# What sits at Gamma when the band edge is at A?

A band edge tells where the first carriers go, but not how many can follow or how easily they move. That depends on the valleys near the edge: their energies, their number and their masses. The case here is titanium monoxide in a hexagonal structure, treated with a semilocal density functional. Both its highest filled and its lowest empty level lie at A, on the boundary of the Brillouin zone. The question is what kind of conduction valley stands at Gamma, the zone centre, at the other end of the same axis.

Band valleys of hexagonal TiO (P-6m2, cell not relaxed), computed with Ansatz 0.2.0 using scalar-relativistic PBEsol, PAW and a 420 eV plane-wave cutoff, without spin polarisation. The density uses an 18×18×12 k mesh and 0.05 eV Gaussian smearing, the bands a 30×30×24 mesh. Masses are left out where bands are degenerate or the value exceeds 10 $m_e$.

| row | valley distance from edge (eV) | valley edge | valley place | valley count | valley bands meeting | valley lightest mass (m_e) | valley heaviest mass (m_e) |
| --- | --- | --- | --- | --- | --- | --- | --- |
| 1 | 0.000 | valence | A | 1 | 1 | 0.063 | 0.817 |
| 2 | 0.098 | valence | K | 2 | 1 | 0.323 | 0.452 |
| 3 | 0.375 | valence | H | 2 | 1 | 1.178 | n/a |
| 4 | 0.000 | conduction | A | 1 | 2 | n/a | n/a |
| 5 | 0.019 | conduction | n/a | 12 | 1 | 0.245 | 3.553 |
| 6 | 0.204 | conduction | K | 2 | 1 | 0.297 | 1.497 |
| 7 | ? | conduction | Gamma | ? | ? | ? | ? |

The valley distance from edge is the energy by which a valley lies above the conduction edge or below the valence edge. The lightest and heaviest masses, in units of the free-electron mass $m_e$, are the extremes over direction. Where two bands meet, neither has a single mass of this kind. At H a single band is so flat in one direction that its heaviest mass exceeds the listing's limit of ten and is left out. These are properties of a stretched crystal. Its Ti–O contacts are 2.384 Å long, against roughly 2.1 Å in ordinary rocksalt TiO, and relaxing the cell could reorder the valleys.

## What sets the number of valleys

The valley count is a matter of symmetry. Rotations, mirrors and time reversal turn one valley into its copies. A maps onto itself and therefore counts once, while K has one distinct partner and counts twice. The conduction valley away from the named points has twelve copies. Gamma, like A, is its own copy, so a valley there must count once.

## What sets the mass

A small energy separation between two bands can make a carrier light. On moving away from the valley centre the two bands begin to mix and push each other apart. The closer they lie, the stronger this push, and the more sharply both bands curve. Sharp curvature means a small mass. If $D$ is the separation and $W$ an energy that measures the strength of the mixing, second-order perturbation theory gives

$$\frac{m}{m_e}\approx\frac{D}{W}.$$

At A the separation is the band gap, 0.022 eV, and the lightest hole has a mass of 0.063. The table gives no masses for the two conduction bands that meet there, but the full output of the run lists them by direction. Within the titanium plane one is light, at 0.047, and the other heavy, at 1.326. The light hole mass belongs to the same plane. This is the pattern to expect when a single band mixes with one member of a pair and leaves the other alone. More distant bands can make the electron lighter and the hole heavier, or the reverse. Averaging the two inverse masses removes such a shift if it is equal and opposite:

$$W=\frac{0.022}{2}\left(\frac{1}{0.063}+\frac{1}{0.047}\right)\approx0.41\ \text{eV}.$$

It is tempting to carry this $W$ over to K, where the two levels are $0.022+0.098+0.204=0.324$ eV apart. The lightest masses there would then be $0.324/0.41\approx0.79$, more than twice the computed 0.323 and 0.297. The directions show why this fails. At K the hole is lightest in the titanium plane, but the electron is lightest along the stacking axis. Mirror symmetry lets a given pair of bands at K mix in one of these ways, not in both, so other bands must take part.

The small gap is thus the likely reason for the light hole at A, but $W$ has to be found anew at each point. The computed masses at A may themselves be too heavy: with so small a gap the band is a parabola only very close to A, and a k mesh with wider steps would miss the sharpest curvature. The light mass is also only as reliable as the gap. In this model a gap twice as large would double the mass, and the functional used here tends to make gaps too small.

## Which orbitals to expect at Gamma

To guess how many bands meet at Gamma, one has to ask which orbitals are available. The crystal consists of flat titanium layers stacked directly above one another, with oxygen layers midway between them. Formally, Ti²⁺ keeps two d electrons. The calculation forces them to pair, so they fill one band, probably the one built from $d_{z^2}$, which points along the stacking axis. The other four d orbitals form two pairs, and the threefold axis keeps the members of each pair equal in energy at both Gamma and A.

The first pair, $d_{x^2-y^2}$ and $d_{xy}$, lies in the titanium plane. At A the wave changes sign from one titanium layer to the next, so this pair has a node in the oxygen plane between them. The oxygen $p_x$ and $p_y$ orbitals have no such node, and the two sets cannot mix. At Gamma all layers are in phase and mixing is allowed. The filled oxygen levels then push the titanium pair upwards.

The second pair, $d_{xz}$ and $d_{yz}$, escapes this push at Gamma. Its lobes, however, meet those of the next titanium layer with opposite sign, and this direct overlap raises it too. Either pair would make the conduction valley at Gamma a meeting of two bands. The competitor is a single band from the titanium 4s orbital, which I expect to lie higher.

## The forecast

The forecast for Gamma is one valley in which two bands meet, with about three chances in four for the second part. Its distance from the conduction edge should be 0.35 eV, within a range of 0.20 to 0.60 eV. The orbital argument gives the direction of the shift, whereas its size is a judgement. The lower limit comes from the order of the rows, which seem to be sorted by distance.

If two bands do meet, no single-band masses should appear. Should the valley belong to a single band after all, the lightest mass is put at 0.4, within 0.2 to 1.0. The heaviest is put at 1.5, within 0.5 to 5. These ranges are wide because the known valleys do not fix the mixing at Gamma.

The withheld rows as computed:

| row | valley distance from edge (eV) | valley edge | valley place | valley count | valley bands meeting | valley lightest mass (m_e) | valley heaviest mass (m_e) |
| --- | --- | --- | --- | --- | --- | --- | --- |
| 7 | 0.438 | conduction | Gamma | 1 | 1 | 0.517 | 0.544 |

## Why the doublet forecast failed

The count is right, as symmetry required, but the main forecast is wrong: one band forms the valley, not two. The energy, 0.438 eV, falls within its range and lies 0.088 eV above the central guess. That success lends no support to the orbital argument, which was made for a different kind of band. An energy can come out about right for the wrong state.

The forecast of no masses fails along with the doublet. Of the two fallback values, the lightest mass does well, at 0.517 against a guess of 0.4. The heaviest is 0.544, just inside its range and almost three times smaller than the guess. What I had not foreseen is that the valley would be so nearly round, with masses that differ by only 5 per cent between directions.

The degeneracy and the round shape together point to the orbital that had been set aside. Among the d orbitals only $d_{z^2}$ stands alone on the threefold axis, and it has probably been used for the filled band. A second single band then needs an orbital from outside the d shell, and titanium 4s is the natural candidate. Having no preferred direction, an s orbital overlaps with neighbours in the plane and along the axis in much the same way. The 4s and $d_{z^2}$ orbitals may mix at Gamma, so the band need not be purely one or the other.

This assignment would also explain why the valley lies at the zone centre. There the 4s orbitals of all titanium atoms are in phase, so every titanium–titanium contact is bonding and the band is at its lowest. The filled oxygen 2s orbitals work against this by pushing the band up. Here the titanium–oxygen contacts are long, which weakens the push, while the nearest titanium atoms are about as close as in rocksalt TiO. That may be why I placed the 4s band too high for this crystal, although each titanium atom also has fewer close titanium neighbours here than in rocksalt, which works the other way. The argument is consistent with the table, but only the orbital content of the band could confirm it.

## What the carriers notice

At ordinary temperatures the Gamma valley hardly matters to electrons. Its distance from the edge is about seventeen times the thermal energy at room temperature, roughly 0.026 eV. The twelve valleys away from the named points are another matter, because they lie only 0.019 eV above the edge. Electrons can reach them easily, and a small change in the crystal could make them the lowest.

Two different averages describe what these twelve valleys do. For $N$ valleys, each with masses $m_1$, $m_2$ and $m_3$ along its three principal directions, they are

$$m_{\text{states}}=N^{2/3}(m_1m_2m_3)^{1/3},\qquad \frac{3}{m_{\text{transport}}}=\frac{1}{m_1}+\frac{1}{m_2}+\frac{1}{m_3}.$$

The first measures how many electrons fit within a given energy, the second how readily they respond to an electric field. The table lists only the two extreme masses, but the full output also gives the middle one, 1.248.

The mass for counting states is then 5.4, while the transport mass is only 0.58. The valleys can thus hold many electrons without a heavy transport mass, though scattering between valleys, not computed here, may still slow them. Twelve copies multiply the room available, but they do not make any one electron heavier. Within each valley the light direction dominates the response, because the transport average adds inverse masses. At Gamma, with one nearly round valley, the two averages almost coincide at about 0.53.

For holes the contrast is between A and K. At both points symmetry makes the two masses in the titanium plane equal, and these are the light ones. The mass for counting states is 0.15 at A and 0.57 for the K pair. The number of states grows as the power 3/2 of this mass, so close to their own edges the K valleys offer about eight times as much room.

That comparison must not be stretched to deep filling. The K valleys begin 0.098 eV below the valence edge, more than four times the gap. By that depth the light band at A is no longer a parabola, and its mass at the edge no longer describes it. A hole count there needs the computed bands themselves.

The gap is tiny, and both spin polarisation and spin–orbit coupling are left out. Spin–orbit coupling would split the two conduction bands that meet at A, perhaps by as much as the gap itself. Whether this crystal is a semiconductor at all, and which conduction valley is lowest, therefore remains open. Before using any of these masses, relax the cell and repeat the bands with both effects included. To test the assignment made here, project the Gamma valley onto titanium 4s in the present, unrelaxed cell, because relaxation could change the character of the band.
